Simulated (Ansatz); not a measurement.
# SbW: the change of pressure and energy above given cell with volume ratio

Plane-wave density functional theory, PAW datasets, Gaussian smearing 0.05 eV: equation of state, the given cell scaled in volume with shape and atoms relaxed at each volume. The results are calculated, by Ansatz 0.2.0.

The cell before it is scaled or strained (space group P6_3/mmc, No. 194):
```
SbW
1.0
      4.3426     0.0000     0.0000
     -2.1713     3.7608     0.0000
      0.0000     0.0000     5.1676
W Sb
2 2
Direct
  0.00000 0.00000 0.00000
  0.00000 0.00000 0.50000
  0.33330 0.66670 0.25000
  0.66670 0.33330 0.75000
```

Settings of every row: paw set soft_2; functional PBEsol; spin treatment none; moment partition spheres; spin axis none; wave cutoff 420 eV; k mesh 10x10x6; symmetry use detected.

Atom hubbard u: 0 on all atoms.

Limits: some atoms lie unusually close (a squeezed, shaken or made-up cell); no spin-orbit coupling, which can matter with elements this heavy.

| row | volume ratio | V (Å³/atom) | pressure (GPa) | energy above given cell (meV per atom) |
| --- | --- | --- | --- | --- |
| 1 | 0.96 | 20.255 | 6.704 | 17.16 |
| 2 | 0.98 | 20.677 | 3.182 | 4.19 |
| 3 | 1 | 21.099 | -0.005 | 0 |
| 4 | 1.02 | 21.521 | ? | ? |
| 5 | 1.04 | 21.943 | -5.44 | 14.77 |

Question: what pressure and energy above given cell should row 4 give?

Worked fit of pressure. Take u = (V_r/V)^(2/3) − 1 with V_r = 20.888 Å³ an atom, which is twice the finite (Eulerian) strain; such expansions in the strain, on which the Birch-Murnaghan equation of state is built, carry the rest volume and the bulk modulus. The shown rows have u = 0.02073, 0.00679, -0.00668, -0.03232. Least squares give pressure = 1.5472 + 236.074 × u + 614.8 × u² GPa; a straight line predicts inner rows, each left out in turn, worse (root mean square 0.27 against 0.007 GPa). The rows lie off it by -0.001, 0.004, -0.003, 0.001. The pressure vanishes at u = -0.0067, or V = 21.1 Å³ an atom, and there the bulk modulus with shape and atoms relaxed is B = −V dP/dV = (2/3)(1 + u) dP/du = 151 GPa. The withheld row has u = -0.01971, so the fit gives 1.5472 + 236.074 × (-0.01971) + 614.8 × (-0.01971)² = -2.867 GPa.

The calculation gave -2.871 GPa. The fit lies 0.004 GPa (0.033 % of the column's range) above it; its largest miss of a shown row is 0.004 GPa.

Worked fit of energy above given cell. Take u = (V_r/V)^(2/3) − 1 with V_r = 20.888 Å³ an atom, which is twice the finite (Eulerian) strain; such expansions in the strain, on which the Birch-Murnaghan equation of state is built, carry the rest volume and the bulk modulus. The shown rows have u = 0.02073, 0.00679, -0.00668, -0.03232. Least squares give energy above given cell = 1.05 + 307.67 × u + 22653.2 × u² meV per atom; a straight line predicts inner rows, each left out in turn, worse (root mean square 10 against 0.014 meV per atom). The rows lie off it by 0.00, 0.01, -0.01, 0.00. Its lowest point lies at u = -0.0068, or V = 21.1 Å³ an atom, and the curvature there gives the bulk modulus with shape and atoms relaxed, B = (4/9)(1 + u)² E″(u)/V = 151 GPa. The withheld row has u = -0.01971, so the fit gives 1.05 + 307.67 × (-0.01971) + 22653.2 × (-0.01971)² = 3.79 meV per atom.

The calculation gave 3.81 meV per atom. The fit lies 0.02 meV per atom (0.12 % of the column's range) below it; its largest miss of a shown row is 0.01 meV per atom.
